**Magnetisability of pyrazine across basis sets and functionals**

The table holds the isotropic GIAO magnetisability, its anisotropy and the molar susceptibility of gas-phase pyrazine at one PBE0-D3(BJ)/def2-SVP geometry, from PySCF with B3LYP in seven bases and with KT1 and PBE in aug-pcSseg-1. The program checks the unit conversion and an axial-disc estimate of the out-of-plane value, splits each principal susceptibility into a cloud term and a remainder, and tests a cloud-only picture and an inverse-gap picture, both referred to the def2-TZVP row. The disc estimate holds to 1.2 % or better. The MINI outlier is mainly an enlarged cloud, the Sadlej pVTZ outlier is an in-plane paramagnetic shift, and the agreement of the other bases rests partly on cancellation. The inverse-gap picture overshoots by 56 to 60 % for the two GGA rows, which differ from B3LYP chiefly in the out-of-plane remainder, with the basis changing as well.

Calculated values. PySCF 2.14.0, density-fitted, non-relativistic Kohn-Sham DFT with GIAOs for gas-phase pyrazine at a fixed PBE0-D3(BJ)/def2-SVP geometry, without vibrational averaging. Magnetisability and molar susceptibility are isotropic averages; the anisotropy is the root of half the summed squared differences of the principal values.

## The fit in Python

```python
# Table: GIAO magnetisability, anisotropy, molar susceptibility of pyrazine; PySCF, 7 bases at B3LYP, KT1 and PBE.
# Tested: unit conversion, axial-disc model, split into cloud term L and remainder P, cloud-only and 1/gap pictures.
T = {
    'system': ['B3LYP/MINI', 'B3LYP/Sadlej pVTZ', 'B3LYP/aug-cc-pVDZ', 'B3LYP/6-31++G(d,p)', 'B3LYP/IGLO-II', 'B3LYP/cc-pVDZ', 'B3LYP/def2-TZVP', 'KT1/aug-pcSseg-1', 'PBE/aug-pcSseg-1'],
    'magnetisability': [-813.0, -779.6, -711.4, -705.1, -703.5, -703.4, -701.6, -697.1, -683.5],  # 1e-30 J/T^2
    'magnetisability_anisotropy': [1030.4, 917.9, 996.4, 988.3, 990.7, 993.4, 999.8, 923.6, 965.6],  # 1e-30 J/T^2
    'susceptibility': [-48.96, -46.95, -42.84, -42.46, -42.37, -42.36, -42.25, -41.98, -41.16],  # 1e-6 cm^3/mol
}
import numpy as np
from scipy import constants as C
# Further outputs of the same runs: total a,b,c; diamagnetic a,b,c (1e-6 cm^3/mol); HOMO, LUMO (eV)
X = {'B3LYP/MINI': (-36.906, -20.718, -89.26, -266.933, -269.014, -463.792, -8.22973, -3.337022),
     'B3LYP/Sadlej pVTZ': (-34.176, -23.403, -83.272, -258.91, -261.432, -456.688, -7.097147, -1.83214),
     'B3LYP/aug-cc-pVDZ': (-26.246, -19.622, -82.662, -258.971, -261.554, -456.612, -7.079268, -1.804406),
     'B3LYP/6-31++G(d,p)': (-26.014, -19.413, -81.955, -258.93, -261.867, -456.799, -7.084879, -1.769342),
     'B3LYP/IGLO-II': (-26.218, -18.966, -81.921, -258.666, -261.121, -456.239, -7.03471, -1.693046),
     'B3LYP/cc-pVDZ': (-26.748, -18.379, -81.945, -258.287, -259.248, -455.2, -6.786653, -1.416998),
     'B3LYP/def2-TZVP': (-25.609, -18.939, -82.204, -258.753, -261.011, -456.075, -7.06577, -1.748617),
     'KT1/aug-pcSseg-1': (-26.188, -20.825, -78.934, -260.107, -262.051, -456.833, -5.967275, -2.508464),
     'PBE/aug-pcSseg-1': (-25.263, -18.486, -79.727, -259.232, -261.433, -456.472, -5.846658, -2.579056)}
B = np.array([6.429976, 5.974388, 3.096908])*1e9   # rotational constants, same runs, Hz
gn = np.array([0.61283, 0.54096, 0.57558])         # nuclear part of rotational g, same runs
S = T['system']; xi, an, ch = (np.array(T[k], float) for k in ('magnetisability', 'magnetisability_anisotropy', 'susceptibility'))
A = np.array([X[s] for s in S]); tot, dia, gap = A[:, :3], A[:, 3:6], A[:, 7]-A[:, 6]; par = tot-dia
f = C.N_A*C.mu_0/(4*np.pi)*1e-18; K = C.e**2/(4*C.m_e)*1e10*f
N = gn*C.h/(8*np.pi**2*B)/C.m_p*1e20; L = dia+K*N; P = par-K*N
ix = lambda t: [i for i, s in enumerate(S) if t in s][0]
r, mi, sa, kt, pb = (ix(t) for t in ('def2', 'MINI', 'Sadlej', 'KT1', 'PBE/'))
v = lambda a: ' '.join('%+.2f' % x for x in a)
dev = np.abs(f*xi-ch).max(); rnd = 0.005+0.05*f
print('conversion factor %.6f; largest deviation %.4f, rounding allows %.4f (1e-6 cm^3/mol)' % (f, dev, rnd))
print('K = %.4f per A^2; nuclear moments a b c %s A^2; K*N %s' % (K, v(N), v(K*N)))
t = tot/f; cm = xi-2*an/3; ex = np.sqrt((t[:, 2]-t[:, :2].mean(1))**2+0.75*(t[:, 0]-t[:, 1])**2)
print('anisotropy rebuilt from a b c: largest deviation %.2f (1e-30 J/T^2; table rounding 0.05)' % np.abs(ex-an).max())
print('Axial disc (1e-30 J/T^2): iso vs def2-TZVP %; a, b, c; model c, error %')
for i, s in enumerate(S):
    print('%-19s %+5.1f | %7.1f %7.1f %8.1f | %8.1f %+.2f' % (s, 100*(xi[i]/xi[r]-1), *t[i], cm[i], 100*(cm[i]/t[i, 2]-1)))
r2 = -1.5*L.mean(1)/K; c2 = -(dia[:, 0]+dia[:, 1]-dia[:, 2])/(2*K); Pg = P[r, 1]*gap[r]/gap
print('Split: cloud r2, c2 (A^2); L iso; P a b c (1e-6 cm^3/mol); gap eV; P b from 1/gap, error %')
for i, s in enumerate(S):
    print('%-19s %.2f %.2f | %.2f | %s | %.2f | %.1f %+.0f' % (s, r2[i], c2[i], L[i].mean(), v(P[i]), gap[i], Pg[i], 100*(Pg[i]/P[i, 1]-1)))
dd, dp = dia-dia[r], par-par[r]
print('Shift from def2-TZVP (1e-6 cm^3/mol): iso total, dia (cloud-only model), para (its misfit); dia a b c; para a b c')
for i, s in enumerate(S):
    if i != r:
        print('%-19s %+.2f %+.2f %+.2f | %s | %s' % (s, ch[i]-ch[r], dd[i].mean(), dp[i].mean(), v(dd[i]), v(dp[i])))
b3 = [i for i, s in enumerate(S) if s.startswith('B3LYP')]; five = [i for i in b3 if i not in (mi, sa)]
four = [i for i in five if 'aug' not in S[i]]; au = ix('aug-cc')
print('iso span (1e-30 J/T^2): all %.1f, five clustered B3LYP %.1f, without aug-cc-pVDZ %.1f' % (np.ptp(xi), np.ptp(xi[five]), np.ptp(xi[four])))
print('span in the five (1e-30 J/T^2): a %.1f b %.1f c %.1f, anisotropy %.1f' % (*np.ptp(t[five], axis=0), np.ptp(an[five])))
print('MINI vs def2-TZVP: iso %+.1f, cloud r2 %+.1f %%, c2 %+.1f %%' % (xi[mi]-xi[r], 100*(r2[mi]/r2[r]-1), 100*(c2[mi]/c2[r]-1)))
print('Sadlej vs aug-cc-pVDZ: iso %+.1f, anisotropy %+.1f, a b c %s (1e-30 J/T^2)' % (xi[sa]-xi[au], an[sa]-an[au], v(t[sa]-t[au])))
print('  dia a b c %s, para a b c %s (1e-6 cm^3/mol)' % (v(dia[sa]-dia[au]), v(par[sa]-par[au])))
print('KT1 vs PBE: iso %+.1f, anisotropy %+.1f, a b c %s (1e-30 J/T^2)' % (xi[kt]-xi[pb], an[kt]-an[pb], v(t[kt]-t[pb])))
print('  dia a b c %s mean %+.2f; para %s mean %+.2f' % (v(dia[kt]-dia[pb]), (dia[kt]-dia[pb]).mean(), v(par[kt]-par[pb]), (par[kt]-par[pb]).mean()))
print('  KT1/PBE ratios: inverse gap %.3f, P a %.3f, P b %.3f' % (gap[pb]/gap[kt], P[kt, 0]/P[pb, 0], P[kt, 1]/P[pb, 1]))
print('vs def2-TZVP (basis differs too): KT1 iso %+.1f, PBE iso %+.1f (1e-30 J/T^2)' % (xi[kt]-xi[r], xi[pb]-xi[r]))
print('P c: seven B3LYP rows %.2f to %.2f; KT1 %.2f; PBE %.2f' % (P[b3, 2].min(), P[b3, 2].max(), P[kt, 2], P[pb, 2]))
print('def2-TZVP iso: dia %.1f para %.1f, ratio dia/total %.1f; L a b c %s; P iso %+.2f' % (dia[r].mean(), par[r].mean(), dia[r].mean()/ch[r], v(L[r]), P[r].mean()))
print('Pascal atom sum, rough recalled C -6.0 H -2.9 ring N -4.6, no ring correction: %.0f vs %.2f' % (-4*6.0-4*2.9-2*4.6, ch[r]))
assert dev <= rnd and np.abs(tot.mean(1)-ch).max() < 0.007
assert np.all(tot[:, 2] < tot[:, 0]) and np.all(tot[:, 0] < tot[:, 1])
assert np.all(P[:, 1] > P[:, 0]) and np.all(P[:, 0] > 0) and np.all(P[:, 2] < 0)
assert abs(dd[mi].mean()) > 3*abs(dp[mi].mean()) and abs(dp[sa].mean()) > 3*abs(dd[sa].mean())
```

Running it gives:

```
conversion factor 0.060221; largest deviation 0.0042, rounding allows 0.0080 (1e-6 cm^3/mol)
K = 4.2425 per A^2; nuclear moments a b c +47.82 +45.43 +93.25 A^2; K*N +202.87 +192.74 +395.61
anisotropy rebuilt from a b c: largest deviation 0.03 (1e-30 J/T^2; table rounding 0.05)
Axial disc (1e-30 J/T^2): iso vs def2-TZVP %; a, b, c; model c, error %
B3LYP/MINI          +15.9 |  -612.8  -344.0  -1482.2 |  -1499.9 +1.20
B3LYP/Sadlej pVTZ   +11.1 |  -567.5  -388.6  -1382.8 |  -1391.5 +0.63
B3LYP/aug-cc-pVDZ    +1.4 |  -435.8  -325.8  -1372.6 |  -1375.7 +0.22
B3LYP/6-31++G(d,p)   +0.5 |  -432.0  -322.4  -1360.9 |  -1364.0 +0.23
B3LYP/IGLO-II        +0.3 |  -435.4  -314.9  -1360.3 |  -1364.0 +0.27
B3LYP/cc-pVDZ        +0.3 |  -444.2  -305.2  -1360.7 |  -1365.7 +0.36
B3LYP/def2-TZVP      +0.0 |  -425.2  -314.5  -1365.0 |  -1368.1 +0.23
KT1/aug-pcSseg-1     -0.6 |  -434.9  -345.8  -1310.7 |  -1312.8 +0.16
PBE/aug-pcSseg-1     -2.6 |  -419.5  -307.0  -1323.9 |  -1327.2 +0.25
Split: cloud r2, c2 (A^2); L iso; P a b c (1e-6 cm^3/mol); gap eV; P b from 1/gap, error %
B3LYP/MINI          24.58 8.50 | -69.51 | +27.16 +55.56 -21.08 | 4.89 | 53.6 -3
B3LYP/Sadlej pVTZ   21.90 7.50 | -61.94 | +21.86 +45.29 -22.20 | 5.27 | 49.8 +10
B3LYP/aug-cc-pVDZ   21.91 7.53 | -61.97 | +29.85 +49.20 -21.66 | 5.27 | 49.7 +1
B3LYP/6-31++G(d,p)  21.97 7.54 | -62.13 | +30.04 +49.72 -20.77 | 5.32 | 49.4 -1
B3LYP/IGLO-II       21.78 7.49 | -61.60 | +29.58 +49.42 -21.29 | 5.34 | 49.1 -1
B3LYP/cc-pVDZ       21.39 7.35 | -60.51 | +28.67 +48.13 -22.36 | 5.37 | 48.9 +1
B3LYP/def2-TZVP     21.76 7.51 | -61.54 | +30.27 +49.34 -21.74 | 5.32 | 49.3 +0
KT1/aug-pcSseg-1    22.13 7.70 | -62.59 | +31.05 +48.49 -17.71 | 3.46 | 75.8 +56
PBE/aug-pcSseg-1    21.91 7.57 | -61.97 | +31.10 +50.21 -18.87 | 3.27 | 80.3 +60
Shift from def2-TZVP (1e-6 cm^3/mol): iso total, dia (cloud-only model), para (its misfit); dia a b c; para a b c
B3LYP/MINI          -6.71 -7.97 +1.26 | -8.18 -8.00 -7.72 | -3.12 +6.22 +0.66
B3LYP/Sadlej pVTZ   -4.70 -0.40 -4.30 | -0.16 -0.42 -0.61 | -8.41 -4.04 -0.45
B3LYP/aug-cc-pVDZ   -0.59 -0.43 -0.16 | -0.22 -0.54 -0.54 | -0.42 -0.14 +0.08
B3LYP/6-31++G(d,p)  -0.21 -0.59 +0.38 | -0.18 -0.86 -0.72 | -0.23 +0.38 +0.97
B3LYP/IGLO-II       -0.12 -0.06 -0.06 | +0.09 -0.11 -0.16 | -0.70 +0.08 +0.45
B3LYP/cc-pVDZ       -0.11 +1.03 -1.14 | +0.47 +1.76 +0.88 | -1.60 -1.20 -0.62
KT1/aug-pcSseg-1    +0.27 -1.05 +1.32 | -1.35 -1.04 -0.76 | +0.78 -0.85 +4.03
PBE/aug-pcSseg-1    +1.09 -0.43 +1.52 | -0.48 -0.42 -0.40 | +0.83 +0.87 +2.87
iso span (1e-30 J/T^2): all 129.5, five clustered B3LYP 9.8, without aug-cc-pVDZ 3.5
span in the five (1e-30 J/T^2): a 18.9 b 20.6 c 12.3, anisotropy 11.5
MINI vs def2-TZVP: iso -111.4, cloud r2 +12.9 %, c2 +13.3 %
Sadlej vs aug-cc-pVDZ: iso -68.2, anisotropy -78.5, a b c -131.68 -62.78 -10.13 (1e-30 J/T^2)
  dia a b c +0.06 +0.12 -0.08, para a b c -7.99 -3.90 -0.53 (1e-6 cm^3/mol)
KT1 vs PBE: iso -13.6, anisotropy -42.0, a b c -15.36 -38.84 +13.17 (1e-30 J/T^2)
  dia a b c -0.88 -0.62 -0.36 mean -0.62; para -0.05 -1.72 +1.15 mean -0.21
  KT1/PBE ratios: inverse gap 0.945, P a 0.998, P b 0.966
vs def2-TZVP (basis differs too): KT1 iso +4.5, PBE iso +18.1 (1e-30 J/T^2)
P c: seven B3LYP rows -22.36 to -20.77; KT1 -17.71; PBE -18.87
def2-TZVP iso: dia -325.3 para 283.0, ratio dia/total 7.7; L a b c -55.88 -68.27 -60.46; P iso +19.29
Pascal atom sum, rough recalled C -6.0 H -2.9 ring N -4.6, no ring correction: -45 vs -42.25
```
